# Screened second-order exchange (SOSEX)

## Statement

Energies in formulas are in $E_h=27.211$ eV and lengths in $a_0=0.5292$ Å. Indices $i,j$ label occupied and $a,b$ empty spin orbitals of a single determinant, $\Delta_{ia}=\varepsilon_a-\varepsilon_i>0$, and $\langle ij|ab\rangle=\iint\phi_i^*(1)\phi_j^*(2)\,r_{12}^{-1}\phi_a(1)\phi_b(2)$, spin sums included. The amplitude $T_{ij}^{ab}$ excites $i\to a$ and $j\to b$ and solves the direct-ring equation (1) below. Define

$$E_{\rm RPA}=\tfrac12\sum T_{ij}^{ab}\langle ij|ab\rangle,\qquad E=\tfrac12\sum T_{ij}^{ab}\left[\langle ij|ab\rangle-\langle ij|ba\rangle\right]=E_{\rm RPA}+E_x ,$$

with unrestricted sums. $E$ is the RPA+SOSEX correlation energy, applied to the electron gas by Freeman (1977). For the unpolarised gas at zero temperature, with $n^{-1}=\frac{4\pi}{3}r_s^3$ and free-electron energies $\varepsilon_k=k^2/2$, the energy per electron $\epsilon=E/N$ has these properties.

1. As $r_s\to0$, $\epsilon=c_0\ln r_s+c_1+O(r_s\ln r_s)$, where $c_0=(1-\ln2)/\pi^2=0.846$ eV is the RPA coefficient.
2. The constant moves from the RPA value $-1.935$ eV to $c_1=-1.277$ eV $=-0.0469\,E_h$, the constant of the exact expansion.
3. With $\epsilon=\int_0^\infty e(x)\,dx$ and $x=q/k_F$, the tail $e\to-\frac{4}{3\pi^2}x^{-4}$ of RPA becomes $-\frac{2}{3\pi^2}x^{-4}$ at every $r_s$.
4. For any one-electron system $E=0$ in any basis, whereas $E_{\rm RPA}<0$.

## Premises

(P1) The Hamiltonian is non-relativistic with Coulomb repulsion, and the gas has a neutralising background that removes $q=0$.

(P2) Orbital energies come from a local potential.

(P3) One definite integral is quoted and not rederived: the bare second-order exchange energy evaluated by Onsager, Mittag and Stephen (1966), $\epsilon_{2x}=\frac{\ln2}{6}-\frac{3\zeta(3)}{4\pi^2}=0.02418\,E_h=0.658$ eV.

## Step 1: ring amplitudes reproduce RPA

Take real orbitals and matrices in the pair index $(ia)$: the diagonal $\Delta$ and $V_{ia,jb}=\langle ij|ab\rangle$, which is symmetric and positive semidefinite because it is the Coulomb matrix of the densities $\phi_i\phi_a$. Direct RPA has $A=\Delta+V$, $B=V$ and

$$AX+BY=X\omega,\qquad -BX-AY=Y\omega,\qquad \omega_n>0 .$$

Set $T=YX^{-1}$. The first equation gives $A+BT=X\omega X^{-1}$ and the second gives $-B-AT=T\,X\omega X^{-1}=T(A+BT)$. Inserting $A$ and $B$,

$$\Delta T+T\Delta=-(1+T)V(1+T).\tag{1}$$

Equation (1) is unchanged in form by transposition, so its solution connected to $V=0$ is symmetric. The trace of the first equation gives $E_{\rm RPA}=\frac12{\rm Tr}\,VT=\frac12(\sum\omega_n-{\rm Tr}\,\Delta-{\rm Tr}\,V)$. Adding and subtracting the two equations shows that the $\omega_n^2$ are the eigenvalues of $\Delta^2+2\Delta^{1/2}V\Delta^{1/2}$. With $\Pi(\omega)=2\Delta/(\Delta^2+\omega^2)$ it follows that $\det(1+\Pi V)=\prod(\omega^2+\omega_n^2)/\prod(\omega^2+\Delta_{ia}^2)$. The integrals $\int_0^\infty\ln\frac{\omega^2+a^2}{\omega^2+b^2}d\omega=\pi(a-b)$ and $\int_0^\infty\Pi\,d\omega=\pi$ then give

$$E_{\rm RPA}=\int_0^\infty\frac{d\omega}{2\pi}\,{\rm Tr}\left[\ln(1+\Pi V)-\Pi V\right]<0 ,\tag{2}$$

the sign following from $\ln(1+s)<s$ for each positive eigenvalue $s$.

$V$ vanishes for spin-flip pairs, so $T$ has $\sigma_a=\sigma_i$ and $\sigma_b=\sigma_j$. The integral $\langle ij|ba\rangle$ needs $\sigma_b=\sigma_i$, so $E_x$ involves only equal spins $\sigma_i=\sigma_j$.

## Step 2: the amplitudes of the gas factorise

Take $i=\mathbf k$, $a=\mathbf k+\mathbf q$, $j=-\mathbf p$, $b=-\mathbf p-\mathbf q$. Both $\mathbf k$ and $\mathbf p$ lie in the region $|\mathbf k|<k_F<|\mathbf k+\mathbf q|$, and $\Delta_k=\mathbf q\cdot(\mathbf k+\mathbf q/2)$. The direct integral is $v_q=4\pi/\mathcal Vq^2$ for all labels ($\mathcal V$ is the volume), and the exchange integral is $v_{|\mathbf q+\mathbf k+\mathbf p|}$. In this labelling all matrices are real, Step 1 holds for each $\mathbf q$, and $V$ has rank one. With $y_k=1+\sum_pT_{kp}$ (spin included in $p$), (1) reads

$$T_{kp}=-\frac{v_q\,y_ky_p}{\Delta_k+\Delta_p},\qquad \frac1{y_k}=1+v_q\sum_p\frac{y_p}{\Delta_k+\Delta_p}.\tag{3}$$

The second relation is the first summed over $p$. At zero coupling $y=1$. While all $y_p>0$ the right side is finite and at least 1, so $y_k$ stays in $(0,1]$ as the coupling grows. Hence $1-y_k\le v_q\sum_p\Delta_p^{-1}$.

Measure momenta in $k_F=1/\alpha r_s$, $\alpha=(4/9\pi)^{1/3}$, and put $z=x/2$, $\omega=uxk_F^2$ and $\xi=\hat{\mathbf q}\cdot\mathbf k+z>0$. The slice of the region at fixed $\xi$ has area $\pi r(\xi)$ with $r=[1-(\xi-z)^2]_+-[1-(\xi+z)^2]_+$, where $[s]_+=\max(s,0)$. Then

$${\rm Tr}\,\Pi V=\frac{\lambda L}{x^2},\qquad L(x,u)=\frac1{2x}\int\frac{r(\xi)\,\xi\,d\xi}{\xi^2+u^2},\qquad \lambda=\frac{4}{\pi k_F}=0.6634\,r_s .$$

The static value is $L(x,0)=1-\sum_{m\ge1}z^{2m}/(4m^2-1)$ for $z<1$ and $\sum_{m\ge1}z^{-2m}/(4m^2-1)$ for $z>1$, so $L(x,0)\le1$. Since $v_q\sum_p\Delta_p^{-1}=\lambda L(x,0)/2x^2$ and $1-y_ky_p\le(1-y_k)+(1-y_p)$,

$$0\le1-y_ky_p\le\min\left[1,\ \lambda L(x,0)/x^2\right].\tag{4}$$

Converting sums to integrals with $N=\mathcal Vk_F^3/3\pi^2$, four spin pairs in the direct term and two in the exchange term, and $\mathbf s=\mathbf q+\mathbf k+\mathbf p$,

$$\epsilon_{\rm RPA}=-\frac{3}{16\pi^5}\int\!\frac{d^3q}{q^4}\iint\!\frac{y_ky_p\,d^3k\,d^3p}{\mathbf q\cdot\mathbf s},\qquad \epsilon_x=+\frac{3}{32\pi^5}\int\!\frac{d^3q}{q^2}\iint\!\frac{y_ky_p\,d^3k\,d^3p}{s^2\,\mathbf q\cdot\mathbf s}.\tag{5}$$

All powers of $k_F$ cancel, so $r_s$ enters through $y$ alone. Setting $y=1$ in $\epsilon_x$ gives $\epsilon_{2x}=\int X(x)\,dx$ with $X>0$. The functions $e(x)$ are the integrands of (5) over $x=|\mathbf q|$.

## Step 3: the RPA logarithm and constant

For the gas (2) becomes

$$\epsilon_{\rm RPA}=\frac{12}{\pi^3\lambda^2}\int_0^\infty\!x^3dx\int_0^\infty\!du\left[\ln\left(1+\frac{\lambda L}{x^2}\right)-\frac{\lambda L}{x^2}\right].$$

As $x\to0$, $r\to2x\xi$ on $0<\xi<1$ and $L\to R(u)=1-u\arctan(1/u)$. For $x>1$ the second-order term $-\lambda^2L^2/2x^4$ suffices as $\lambda\to0$. For $x<1$ replace $L$ by $R$ in the bracket and add the second-order difference, whose integral converges; the higher-order differences vanish with $\lambda$. Integration by parts gives $\int_0^1x^3[\ln(1+a/x^2)-a/x^2]dx=\frac{a^2}{4}(\ln a-\frac12)+O(a^3)$. With $J(x)=\int_0^\infty L^2du$ and $J_0=J(0)$,

$$\epsilon_{\rm RPA}\to\frac{3}{\pi^3}\int_0^\infty\!R^2\left[\ln\lambda+\ln R-\tfrac12\right]du+\delta,\qquad \delta=-\frac6{\pi^3}\left[\int_0^1\!\frac{J-J_0}{x}dx+\int_1^\infty\!\frac{J}{x}dx\right].$$

The integral $\int_0^\infty\frac{\xi\eta\,du}{(\xi^2+u^2)(\eta^2+u^2)}=\frac{\pi}{2(\xi+\eta)}$ gives $J=\pi K/32z^2$ with $K(z)=\iint r(\xi)r(\eta)(\xi+\eta)^{-1}d\xi\,d\eta$. Because $r$ is piecewise quadratic, three integrations by parts in each variable leave boundary terms of $s^5\ln s/120$, whose sixth derivative is $1/s$:

$$\tfrac{15}{2}K=58z^2-6z^4-80z^2\ln2+8\ln(1-z^2)+(15z-10z^3+3z^5)\ln\tfrac{1+z}{1-z}\quad(z<1),$$

$$\tfrac{15}{16}K=z^3+\tfrac{11}{2}z+(z^5-5z^3)\ln(1-z^{-2})+(1-5z^2)\ln\tfrac{z+1}{z-1}\quad(z>1).$$

The small-$z$ limit $K_0=\frac{32}{3}(1-\ln2)z^2$ gives $J_0=\frac\pi3(1-\ln2)$ and $c_0=3J_0/\pi^3=(1-\ln2)/\pi^2$. Expanding the logarithms in $z$ or $1/z$ and integrating term by term,

$$D_1=\int_0^1\!\frac{K-K_0}{z^3}dz=\frac{16-32\ln2}{5},\qquad D_2=\int_1^\infty\!\frac{K}{z^3}dz=\frac{296+448\ln2}{45}-\frac{4\pi^2}{3}.$$

Moving the split from $z=1$ to $z=\frac12$ adds $J_0\ln2$ to the bracket in $\delta$, so

$$\delta=-\frac{3(D_1+D_2)}{16\pi^2}-\frac{2\ln2\,(1-\ln2)}{\pi^2}=\frac14-\frac{1}{\pi^2}\left[\frac{11}{6}+\frac83\ln2-2\ln^22\right]=-0.699\ {\rm eV}.$$

Quadrature gives $\langle\ln R\rangle=J_0^{-1}\int R^2\ln R\,du=-0.5507$, and $\ln(4\alpha/\pi)=-0.4103$. The constant is $c_0[\ln(4\alpha/\pi)+\langle\ln R\rangle-\frac12]+\delta=(-1.236-0.699)$ eV $=-1.935$ eV.

## Step 4: $\epsilon_x\to\epsilon_{2x}$ without a logarithm

At small $x$ the region is a shell on the unit sphere of thickness $x\mu$, where $\mu=\hat{\mathbf q}\cdot\hat{\mathbf k}>0$, and $\mathbf q\cdot\mathbf s\to x(\mu+\mu')$. The integral over the relative azimuth is

$$\int_0^{2\pi}\frac{d\varphi}{|\hat{\mathbf k}+\hat{\mathbf p}|^2}=\frac{\pi}{\sqrt{(1+\mu\mu')^2-(1-\mu^2)(1-\mu'^2)}}=\frac{\pi}{\mu+\mu'} ,$$

and $\int_0^1\!\int_0^1\mu\mu'(\mu+\mu')^{-2}d\mu\,d\mu'=\ln2-\frac12$. Therefore

$$X\to\frac{3}{32\pi^5}\,4\pi\cdot2\pi^2\left(\ln2-\tfrac12\right)x=\kappa x,\qquad \kappa=\frac{3(2\ln2-1)}{8\pi^2}=0.399\ {\rm eV}.$$

The direct second-order integrand behaves as $1/x$, which is the source of the logarithm. The exchange integrand has lost a factor $q^{-2}$ and is integrable at $x=0$, and Step 5 shows that it falls as $x^{-4}$. From (4), (5) and $X>0$,

$$0\le\epsilon_{2x}-\epsilon_x\le\int_0^\infty X\min(1,\lambda/x^2)\,dx=\tfrac{\kappa}{2}\lambda|\ln\lambda|+O(\lambda),\tag{6}$$

the logarithm coming from $\sqrt\lambda<x<1$. To leading order the bound is $0.13\ {\rm eV}\times r_s|\ln r_s|$, which tends to zero. Thus $\epsilon_x$ contains no $\ln r_s$ term, which proves statement 1, and $c_1=(-1.935+0.658)$ eV $=-1.277$ eV.

That this is the exact constant follows from power counting in perturbation theory (Gell-Mann and Brueckner, 1957). A term of order $m$ carries $\lambda^{m-2}$ times a dimensionless integral, and screening cuts small-$x$ divergences at $x\sim\sqrt\lambda$. A ring has all $m$ interaction lines at one $q$. Its integrand is $x^2\cdot x^{-2m}\cdot x^{m}\cdot x^{-(m-1)}=x^{3-2m}$, from the measure, the lines, the shell volumes and the denominators. The cut integral scales as $\lambda^{2-m}$, or as $\ln\lambda$ for $m=2$, so every ring reaches order $\lambda^0$. A term in which one line carries another momentum loses $x^{-2}$ and contributes $\lambda\ln\lambda$ or $\lambda$ for $m\ge3$. At $m=2$ the only such term is $\epsilon_{2x}$. Rings plus $\epsilon_{2x}$ exhaust the order $r_s^0$, which proves statement 2.

## Step 5: the large-$q$ tail

For $x>2$ both $\mathbf k$ and $\mathbf p$ fill the whole Fermi sphere of volume $4\pi/3$. Since $L(x,0)\to4/3x^2$, (4) gives $y_ky_p=1-O(\lambda x^{-4})$, so screening leaves the first two orders in $x^{-2}$ untouched. Let $\mathbf P=\mathbf k+\mathbf p$, with averages $\langle P_z^2\rangle=\frac25$ and $\langle P^2\rangle=\frac65$, and odd moments zero. Then $\mathbf q\cdot\mathbf s=x^2(1+P_z/x)$ and $s^2=x^2(1+2P_z/x+P^2/x^2)$. The second-order terms of the inverses are $P_z^2/x^2$ for the direct kernel and $(7P_z^2-P^2)/x^2$ for the exchange kernel, so

$$e_{\rm RPA}=-\frac{4}{3\pi^2x^4}\left[1+\frac{2}{5x^2}\right],\quad e_x=\frac{2}{3\pi^2x^4}\left[1+\frac{8}{5x^2}\right],\quad e=-\frac{2}{3\pi^2x^4}\left[1-\frac{4}{5x^2}\right],$$

up to relative order $x^{-4}$. The leading coefficients are $-3.68$ eV and $+1.84$ eV, which proves statement 3. The factor one half is a spin count. The direct tail is proportional to $(N_\uparrow+N_\downarrow)^2$ and the exchange tail to $N_\uparrow^2+N_\downarrow^2$, so at polarisation $\zeta=(N_\uparrow-N_\downarrow)/N$ the surviving fraction is $2N_\uparrow N_\downarrow/N^2=(1-\zeta^2)/2$. The $q^{-4}$ tail is removed completely in the fully polarised gas, where no two electrons can meet.

## Step 6: one electron

With one occupied spin orbital, $i=j$. Interchanging the integration variables gives $\langle ii|ba\rangle=\langle ii|ab\rangle$, so the bracket in $E$ vanishes for every $a,b$, whatever $T$ is. This proves statement 4. In the exact local potential of one electron the Hartree and exchange parts cancel, and the orbitals are eigenfunctions of the one-electron Hamiltonian $h$. The reference energy $\langle i|h|i\rangle$ is then exact within the basis, and all of $E_{\rm RPA}$ is self-correlation error.

## Range of validity

Statements 1 and 2 need $r_s\ll1$, a Wigner–Seitz radius well below 0.53 Å. At $r_s=0.1$ the leading logarithm of the bound (6) is 0.03 eV. Terms of the order $r_s\ln r_s$ also arise from third-order diagrams that SOSEX omits, so nothing is proved beyond the constant, and metallic densities (typically $r_s\approx2$ to 6) lie outside the expansion. Relativity is negligible for $r_s\gg0.014$, the value at which $\hbar k_F=mc$. The temperature must be far below the Fermi temperature $5.8\times10^5\,{\rm K}/r_s^2$.

Statement 3 holds for $q\gg2k_F$ as a property of the approximation. It gives the exact tail only as $r_s\to0$, because repeated particle–particle scattering, absent from (1), lowers the amplitude for opposite spins to meet by a relative amount of order $r_s$.

Statement 4 holds in every basis and geometry. The total energy is exact only if $\phi_i$ is the eigenfunction of $h$, since $E$ contains no single excitations.

Freedom from self-correlation has a price at small gaps. For a two-electron singlet in one spatial orbital, $T$ is independent of spin and the exchange term cancels the two equal-spin pairs out of four, so $E=E_{\rm RPA}/2$. In spin-restricted minimal-basis H$_2$, with $K_{gu}$ defined below, the coupled mode has $\omega^2=\Delta^2+4\Delta K_{gu}$ and $E_{\rm RPA}=\frac12(\omega-\Delta-2K_{gu})\to-K_{gu}$ as the bond breaks and $\Delta\to0$. The restricted determinant lies $K_{gu}$ above two atoms in that limit, so RPA reaches the full-CI value and RPA+SOSEX has the error $+K_{gu}/2=4.25$ eV.

## Illustration: H and H$_2^+$

For one uncoupled pair with gap $\Delta$ and $V=\mathcal K$, (1) is $2\Delta T=-\mathcal K(1+T)^2$. The root connected to $\mathcal K=0$ gives

$$T=\frac{\omega-\Delta-\mathcal K}{\mathcal K},\qquad \omega=\sqrt{\Delta^2+2\Delta\mathcal K},\qquad E_{\rm RPA}=\tfrac12\mathcal KT=-E_x .$$

**Hydrogen atom.** Take the exact $1s$ orbital and four empty model orbitals, $(r-\frac32)e^{-r}Y_{00}$ and $re^{-r}Y_{1m}$ with real harmonics. They are orthogonal to $1s$, and symmetry decouples the four pairs. For the $s$ orbital, with squared normalisation $16/3$, $(h+\frac12)$ turns the radial function into $(1-1/r)e^{-r}$, which gives $\Delta_s=\frac23=18.14$ eV. Its transition density encloses the charge $Q(r)=-\frac{4}{\sqrt3}r^3e^{-2r}$, so $\mathcal K_s=\int Q^2r^{-2}dr=\frac18=3.40$ eV. Each $p$ orbital has kinetic energy $\frac12$ and $\langle1/r\rangle=\frac12$, so $\Delta_p=\frac12=13.61$ eV. The dipole term of the Coulomb expansion, with radial density $\rho=\frac{4}{\sqrt3}r^3e^{-2r}$, gives $\mathcal K_p=\frac23\int_0^\infty\rho(r)r^{-2}\int_0^r\rho(t)\,t\,dt\,dr=\frac7{96}=1.98$ eV. The $s$ pair contributes $-0.135$ eV and the three $p$ pairs $-0.190$ eV. The model's $E_{\rm RPA}$ is $-0.325$ eV and its RPA+SOSEX value is 0, the exact value.

**H$_2^+$.** Use $1s$ functions $a,b$ of unit exponent at distance $d$ and $\sigma_{g,u}=(a\pm b)/\sqrt{2(1\pm S)}$. The integrals are $S=e^{-d}(1+d+d^2/3)$, $j=\langle a|r_b^{-1}|a\rangle=d^{-1}-e^{-2d}(1+d^{-1})$, $k=\langle a|r_a^{-1}|b\rangle=e^{-d}(1+d)$, the on-site repulsion $U=\frac58$, and the repulsion between the densities $a^2$ and $b^2$, $C=d^{-1}-e^{-2d}(d^{-1}+\frac{11}8+\frac{3d}4+\frac{d^2}6)$. From $h_{aa}=-\frac12-j$, $h_{ab}=-\frac S2-k$ and $\sigma_g\sigma_u=(a^2-b^2)/2\sqrt{1-S^2}$,

$$\Delta=\frac{2(k-jS)}{1-S^2},\qquad \mathcal K=K_{gu}=\frac{U-C}{2(1-S^2)} .$$

For $d=2$, 4 and 8 $a_0$ and for infinite separation:

| $d$ (Å) | $\Delta$ (eV) | $K_{gu}$ (eV) | $T$ | $E_{\rm RPA}$ (eV) | RPA+SOSEX (eV) |
|---|---|---|---|---|---|
| 1.058 | 10.69 | 4.13 | $-0.142$ | $-0.29$ | 0 |
| 2.117 | 2.50 | 5.33 | $-0.393$ | $-1.05$ | 0 |
| 4.233 | 0.095 | 6.80 | $-0.846$ | $-2.88$ | 0 |
| $\infty$ | 0 | 8.50 | $-1$ | $-4.25$ | 0 |

In this basis a lone H atom has no empty orbital and $E_{\rm RPA}=0$, so RPA places the dissociated ion $U/4=4.25$ eV below H + H$^+$. The RPA entries are the model's. A complete basis typically gives about $-0.6$ eV for the H atom, so the atomic value $-0.325$ eV is too small in magnitude by nearly half, and the H$_2^+$ entries lack on-atom excitations of a similar size, which makes the entry at 1.058 Å too small by roughly as much. The zeros in the last column are independent of the basis by Step 6.